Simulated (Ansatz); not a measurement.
# LaB6: the change of pressure and energy above given cell with volume ratio

All results are calculated (Ansatz 0.2.0). Plane-wave density functional theory, PAW datasets, Gaussian smearing 0.05 eV: equation of state, the given cell scaled in volume with shape and atoms relaxed at each volume.

The cell before it is scaled or strained (space group Pm-3m, No. 221):
```
CELL_PARAMETERS angstrom
4.15230 0.00000 0.00000
0.00000 4.15230 0.00000
0.00000 0.00000 4.15230
ATOMIC_POSITIONS crystal
La 0.00000 0.00000 0.00000
B 0.20010 0.50000 0.50000
B 0.79990 0.50000 0.50000
B 0.50000 0.50000 0.20010
B 0.50000 0.50000 0.79990
B 0.50000 0.20010 0.50000
B 0.50000 0.79990 0.50000
```

Settings of every row: paw set soft_2; functional r2SCAN; spin treatment none; moment partition spheres; spin axis none; wave cutoff 500 eV; k mesh 8x8x8; symmetry use detected.

Atom hubbard u: 0 on all atoms.

Limits: the SCF threshold is loose for a stress in some rows.

| row | volume ratio | V (Å³/atom) | pressure (GPa) | energy above given cell (meV per atom) |
| --- | --- | --- | --- | --- |
| 1 | 0.96 | 9.819 | 7.912 | 9.78 |
| 2 | 0.98 | 10.023 | 3.767 | 2.36 |
| 3 | 1 | 10.228 | -0.002 | 0 |
| 4 | 1.02 | 10.432 | -3.437 | 2.23 |
| 5 | 1.04 | 10.637 | -6.562 | 8.64 |
| 6 | 1.07 | 10.944 | ? | ? |

Question: what pressure and energy above given cell should row 6 give?

Worked fit of pressure. Take u = (V_r/V)^(2/3) − 1 with V_r = 10.228 Å³ an atom, which is twice the finite (Eulerian) strain; such expansions in the strain, on which the Birch-Murnaghan equation of state is built, carry the rest volume and the bulk modulus. The shown rows have u = 0.02758, 0.01359, 0, -0.01308, -0.0258. Least squares give pressure = −0.0095 + 269.995 × u + 621.21 × u² GPa; a straight line predicts inner rows, each left out in turn, worse (root mean square 0.21 against 0.011 GPa). The rows lie off it by 0.003, -0.007, 0.007, -0.002, 0.000 (root mean square 0.0047 GPa). The pressure vanishes at u = 0.0000, or V = 10.23 Å³ an atom, and there the bulk modulus with shape and atoms relaxed is B = −V dP/dV = (2/3)(1 + u) dP/du = 180 GPa. The withheld row has u = -0.04411, so the fit gives −0.0095 + 269.995 × (-0.04411) + 621.21 × (-0.04411)² = -10.710 GPa.

The calculation gave -10.731 GPa. The fit lies 0.021 GPa (0.11 % of the column's range) above it; its largest miss of a shown row is 0.007 GPa. This row lies beyond the range of the fit.

Worked fit of energy above given cell. Take u = (V_r/V)^(2/3) − 1 with V_r = 10.228 Å³ an atom, which is twice the finite (Eulerian) strain; such expansions in the strain, on which the Birch-Murnaghan equation of state is built, carry the rest volume and the bulk modulus. The shown rows have u = 0.02758, 0.01359, 0, -0.01308, -0.0258. Least squares give energy above given cell = −0.002 − 1.65 × u + 12918.5 × u² meV per atom; a straight line predicts inner rows, each left out in turn, worse (root mean square 4.3 against 0.0025 meV per atom). All shown rows lie on it to the printed digit. Its lowest point lies at u = 0.0001, or V = 10.23 Å³ an atom, and the curvature there gives the bulk modulus with shape and atoms relaxed, B = (4/9)(1 + u)² E″(u)/V = 180 GPa. The withheld row has u = -0.04411, so the fit gives −0.002 − 1.65 × (-0.04411) + 12918.5 × (-0.04411)² = 25.21 meV per atom.

The calculation gave 25.3 meV per atom. The fit lies 0.09 meV per atom (0.36 % of the column's range) below it; its largest miss of a shown row is 0.00 meV per atom. This row lies beyond the range of the fit.
